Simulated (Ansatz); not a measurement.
## A series in volume scale on Mn

Results calculated with Ansatz 0.2.0, not measured. Plane-wave DFT, scalar-relativistic PAW made under PBE with cores redone for the functional, no dispersion; the given relaxed cell is scaled uniformly, energy at zero smearing counts from the unscaled cell, pressure at the given Fermi-Dirac smearing is positive in compression.

The cell before it is scaled or strained (space group Fd-3m, No. 227):
```
Mn
1.0
      0.0000     2.4876     2.4876
      2.4876     0.0000     2.4876
      2.4876     2.4876     0.0000
Mn
2
Direct
  0.12500 0.12500 0.12500
  0.87500 0.87500 0.87500
```

Settings of every row: spin polarised yes; functional PBEsol; wave cutoff 420 eV; smearing width 0.05 eV; k mesh 12x12x12.

Atom:
| element | starting moment (Bohr magneton) |
| --- | --- |
| Mn | 1.52 |
| Mn | -1.52 |

Limits: search for a lower magnetic state is off; some atoms lie unusually close (a squeezed, shaken or made-up cell).

| row | volume scale | V (Å³/atom) | pressure (GPa) | largest site moment (Bohr magneton) | energy change per atom (meV) |
| --- | --- | --- | --- | --- | --- |
| 1 | 0.88 | 13.546 | 15.5 | 0.65 | 78.68 |
| 2 | 0.92 | 14.162 | ? | ? | ? |
| 3 | 0.96 | 14.778 | 3.82 | 1.27 | 7.18 |
| 4 | 1.04 | 16.009 | -2.81 | 1.74 | 5.58 |
| 5 | 1.08 | 16.625 | -4.91 | 1.94 | 20.6 |
| 6 | 1.12 | 17.241 | -6.46 | 2.12 | 42.63 |

Question: what pressure and largest site moment should row 2 give?

Worked fit of pressure. Take u = (V_r/V)^(2/3) − 1 with V_r = 16.009 Å³ an atom, which is twice the finite (Eulerian) strain; such expansions in the strain, on which the Birch-Murnaghan equation of state is built, carry the rest volume and the bulk modulus. The shown rows have u = 0.11781, 0.05479, 0, -0.02486, -0.04822. Least squares give pressure = −2.884 + 96.761 × u + 501.02 × u² GPa; a straight line predicts inner rows, each left out in turn, worse (root mean square 1.7 against 0.17 GPa). The rows lie off it by 0.03, -0.10, 0.07, 0.07, -0.08 (root mean square 0.074 GPa). The withheld row has u = 0.08516, so the fit gives −2.884 + 96.761 × (0.08516) + 501.02 × (0.08516)² = 8.99 GPa.

The calculation gave 8.9 GPa. The fit lies 0.09 GPa (1 % of the value, 0.41 % of the column's range) above it; its largest miss of a shown row is 0.10 GPa.

Worked fit of largest site moment. Take t = volume scale − 1. The shown rows have t = -0.12, -0.04, 0.04, 0.08, 0.12. Least squares give largest site moment = 1.518 + 6.086 × t − 9.32 × t² Bohr magneton; a straight line predicts inner rows, each left out in turn, worse (root mean square 0.066 against 0.015 Bohr magneton). The rows lie off it by 0.00, 0.01, -0.01, -0.01, 0.01. The withheld row has t = -0.08, so the fit gives 1.518 + 6.086 × (-0.08) − 9.32 × (-0.08)² = 0.97 Bohr magneton.

The calculation gave 1 Bohr magneton. The fit lies 0.03 Bohr magneton (3 % of the value, 2 % of the column's range) below it; its largest miss of a shown row is 0.01 Bohr magneton.

The other values of row 2: energy change per atom 31.6 meV.
